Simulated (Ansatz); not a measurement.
# A series in volume per atom on Li

Periodic Kohn-Sham DFT of a crystal at fixed atoms; pressure and stress are positive in compression; the energy is the free energy less that of spherical unpolarised free atoms; site moments are those in the method's own spheres, positive along +z. The results are calculated, by Ansatz 0.2.0.

Cell of the first row (space group Im-3m, No. 229):
```
CELL_PARAMETERS angstrom
-1.69450 1.69450 1.69450
1.69450 -1.69450 1.69450
1.69450 1.69450 -1.69450
ATOMIC_POSITIONS crystal
Li 0.00000 0.00000 0.00000
```

Settings of every row: method frozen-core PAW; functional PBE; relativity scalar; k mesh 14x14x14; filling fermi-dirac; smearing width 0.03 eV; wave cutoff 420 eV; paw set soft_2.

Atom start moment: 0 on all atoms.

| row | volume per atom (Å³) | pressure (GPa) |
| --- | --- | --- |
| 1 | 19.463 | 0.617 |
| 2 | 19.869 | 0.299 |
| 3 | 20.274 | 0.008 |
| 4 | 20.68 | ? |
| 5 | 21.085 | -0.503 |

Question: what pressure should row 4 give?

Worked fit of pressure. Take u = (V_r/V)^(2/3) − 1 with V_r = 20.072 Å³ an atom, which is twice the finite (Eulerian) strain; such expansions in the strain, on which the Birch-Murnaghan equation of state is built, carry the rest volume and the bulk modulus. The shown rows have u = 0.02075, 0.0068, -0.00665, -0.03229. Least squares give pressure = 0.1499 + 21.616 × u + 43.2 × u² GPa; a straight line predicts inner rows, each left out in turn, worse (root mean square 0.019 against 0.00021 GPa). All shown rows lie on it to the printed digit. The pressure vanishes at u = -0.0070, or V = 20.29 Å³ an atom, and there the bulk modulus at fixed shape and fractions is B = −V dP/dV = (2/3)(1 + u) dP/du = 13.9 GPa. The withheld row has u = -0.0197, so the fit gives 0.1499 + 21.616 × (-0.0197) + 43.2 × (-0.0197)² = -0.259 GPa.

The calculation gave -0.259 GPa. The fit meets it to the printed digit.
